Examination question

A small radical consists of a three-membered ring of one silicon and two carbon atoms. The silicon carries a fluorine on one face of the ring and a hydrogen on the other. One carbon carries a hydrogen; the other is bare and, by the usual count of valences, holds the unpaired electron. In the reaction studied, the hydrogen on carbon moves over to the bare carbon. A hybrid density functional with a small basis gave the energies at seven points along the way.

Hydrogen shift in the neutral C2H2FSi radical (doublet), computed with Ansatz 0.2.0 using unrestricted PBE0/def2-SVP without dispersion correction. The path is a climbing-image nudged elastic band with five moving images between relaxed ends and a limit of 0.03 eV/Å on the force components. Energies are electronic, without zero-point terms.

```
row  energy over the start (eV)  path length (Å)  band force (eV/Å)
  1                       0.000            0.000                n/a
  2                       0.224            0.516              0.005
  3                       1.346            1.033              0.009
  4                       2.259            1.549              0.006
  5                       1.339            2.065              0.005
  6                       0.221            2.581              0.007
  7                       0.000            3.097                n/a
```

Rows 1 and 7 are the relaxed ends. The path length combines the moves of all atoms, as the root of their summed squares from point to point, so it isn't the distance that the hydrogen alone travels. The band force is the largest force component that the path search still had to remove.

Question 1. Why do the two ends have the same energy?

Model answer. After the shift the carbons have swapped roles: the bare one now carries the hydrogen, and the other is bare. Nothing else has changed, so the product has the same bonds as the start. The two aren't quite the same object, however. Because silicon carries two different atoms on its two faces, start and end are mirror images, like a left and a right hand, and mirror images have equal energies. The barrier must therefore be the same in both directions.

Question 2. Is the top early, late or central, and what does the molecule look like there?

Model answer. It is central: row 4 lies halfway along the path. The hydrogen is then 1.28 Å from one carbon and 1.27 Å from the other, whereas a normal C–H bond in this molecule measures 1.09 Å. The old bond is half broken and the new one half made.

Remark on the reasoning. Symmetry alone doesn't settle this. A symmetric path could also have two tops with a shallow valley between them, and the bridged form would then be an intermediate. The energies show a single maximum, and the vibrations computed there have one unstable motion, as befits a true transition state.

Question 3. One C–H bond is broken while an equal one is made. Why does the shift still cost 2.26 eV?

Model answer. The new bond doesn't grow as fast as the old one fades. For scale, breaking a C–H bond completely takes roughly 4 to 5 eV in an ordinary closed-shell molecule. In this radical it may take clearly less, because the two bare carbons could then pair their electrons, so the table can't say what share of the bond energy the bridge saves. The rest of the molecule changes little: the ring stays closed, and the carbon–carbon distance grows only from 1.33 to 1.35 Å. This suggests that the cost lies mainly in the bridge itself.

Bonding theory explains why the bridge is poor. A hydrogen between two carbons can overlap with both at once, which gives one low-lying level with room for two electrons. These come from the old C–H bond. The radical's unpaired electron is a third one, and it is expected in a higher level that is antibonding between the carbons. In a carbocation that third electron is absent, which is why such shifts are usually easy in cations and hard in radicals.

Remark on the reasoning. The energies agree with this picture but don't prove it. It is also simplified. At the top the hydrogen stands almost 1 Å above the ring plane, on the fluorine side, and so lies more over the π bond between the carbons than beside it. The electrons of that bond must then take part in the bridge, and only the orbitals, which aren't shown here, could tell how much.

Question 4. Around row 3 the energy climbs by about 2 eV per Å, yet the band force there is only 0.009 eV/Å. Is this a contradiction?

Model answer. No, because the two numbers describe different directions. Picture a path that climbs a valley floor towards a pass. A ball on the path feels a strong pull back down the valley but no push towards either side. The search removes the sideways forces, while the pull along the path is set aside and replaced by springs that keep the points evenly spaced. A small band force thus says that the points lie on the valley floor, not that the molecule is at rest there.

The molecule is at rest only at the two ends and at the top, where the slope along the path vanishes. This is also why the climb is uneven. The first step away from the start gains just 0.224 eV and the second gains 1.122 eV.

Question 5. Which digits of the table can be trusted?

Model answer. Symmetry provides a test. Rows 3 and 5 are mirror partners and should have equal energies, but they differ by 0.007 eV, or 0.3 % of the barrier. Chemistry can't cause this gap, so it measures how well the band has settled. On so steep a slope, a shift of 0.004 Å along the path would be enough to produce it. Within this calculation, the points on the flanks therefore look good to about 0.01 eV, though an error shared by both sides wouldn't show in this test.

The top is better defined, since a small shift hardly changes the energy where the slope is zero. Even so, the third decimal of 2.259 eV describes this calculation and not the real molecule. The functional and the small basis can easily be wrong by 0.1 eV or more. The zero-point energy, which is left out, usually lowers the barrier of a hydrogen shift by a similar amount. "About 2.3 eV, without zero-point energy" is a fair statement.

Question 6. What would change if (a) fluorine were replaced by chlorine, (b) one ring carbon were replaced by another element, (c) the band had no point near the middle?

Model answer. (a) The ends would still be mirror images, so their energies would stay equal. The height of the barrier isn't fixed by symmetry and would have to be computed afresh.

(b) The hydrogen would now move between unlike atoms, and the ends would in general differ in energy. The top would be expected to shift towards the end of higher energy and to resemble it more closely.

(c) The barrier would be read too low. The neighbours of the top, rows 3 and 5, already lie 0.9 eV below it. A band with an even number of moving points has none at the centre, unless one of them is made to climb to the top.

Question 7. Estimate how long the radical would wait for this shift at 700 K, and say what that means in practice.

Model answer. Transition-state theory in its simplest form gives the mean waiting time τ as

τ = h/(kB T) × exp(E/(kB T))

where E is the barrier, T the temperature, h Planck's constant and kB Boltzmann's constant. The thermal energy is

kB T = 8.617 × 10⁻⁵ eV/K × 700 K = 0.0603 eV

so the exponent is 37.45 and the exponential is about 1.8 × 10¹⁶. The attempt rate kB T/h is about 1.5 × 10¹³ per second. Dividing the first by the second, before rounding, gives some 1300 s, or about 20 minutes.

Even the order of magnitude is uncertain. A barrier lower by 0.1 eV would make the shift five times faster, and one lower by 0.2 eV nearly thirty times. A higher barrier would slow it just as strongly, while tunnelling would speed it up. The estimate also holds only for the route over the fluorine side; a path over the other face of the ring might be easier.

Radical fragments with silicon, carbon and hydrogen can form in the plasmas that deposit insulating silicon–carbon films between the metal lines of a chip. A fragment there meets a surface or another molecule in far less than a minute. If the ring radical studied here formed in such a plasma and cooled to 700 K or below, it would most likely react before its hydrogen made this shift by the path computed here.

Remark on the reasoning. Nothing was fitted in any of these answers. The printed analysis that follows lists the steps, the slopes and most of the distances used.

Printed output of the fit:

```
Climb along the path:
  row  step in eV  slope in eV per angstrom  percent of barrier
    1         n/a                       n/a                   0
    2       0.224                    0.4341               9.916
    3       1.122                      2.17               59.58
    4       0.913                     1.769                 100
    5       -0.92                    -1.783               59.27
    6      -1.118                    -2.167               9.783
    7      -0.221                   -0.4283                   0
Barrier in kJ/mol: 218
Row 3 lies below the top by, in eV: 0.913
Row 5 lies below the top by, in eV: 0.92
Position of the top in percent of the path: 50.02
Gap between mirror rows 3 and 5 in meV: 7
Gap between mirror rows 2 and 6 in meV: 3
Larger mirror gap in percent of the barrier: 0.3099
Slope of the energy around row 3 in eV/angstrom: 1.97
Shift along the path that would give the gap of rows 3 and 5 in angstrom: 0.003553
Largest band force in eV/angstrom: 0.009
Straight move of the shifting hydrogen in angstrom: 1.612
Straight move of carbon C3 in angstrom: 1.075
Straight distance between the ends with all atoms counted in angstrom: 2.259
C3 to H6 at the top in angstrom: 1.277
C4 to H6 at the top in angstrom: 1.268
C3 to C4 at the start in angstrom: 1.328
C3 to C4 at the top in angstrom: 1.354
Height of H6 over the ring plane at the top in angstrom: 0.9655
Estimated waiting time at 700 K in minutes: 20.99
Factor in the rate at 700 K for a barrier lower by 0.1 eV: 5.248
```
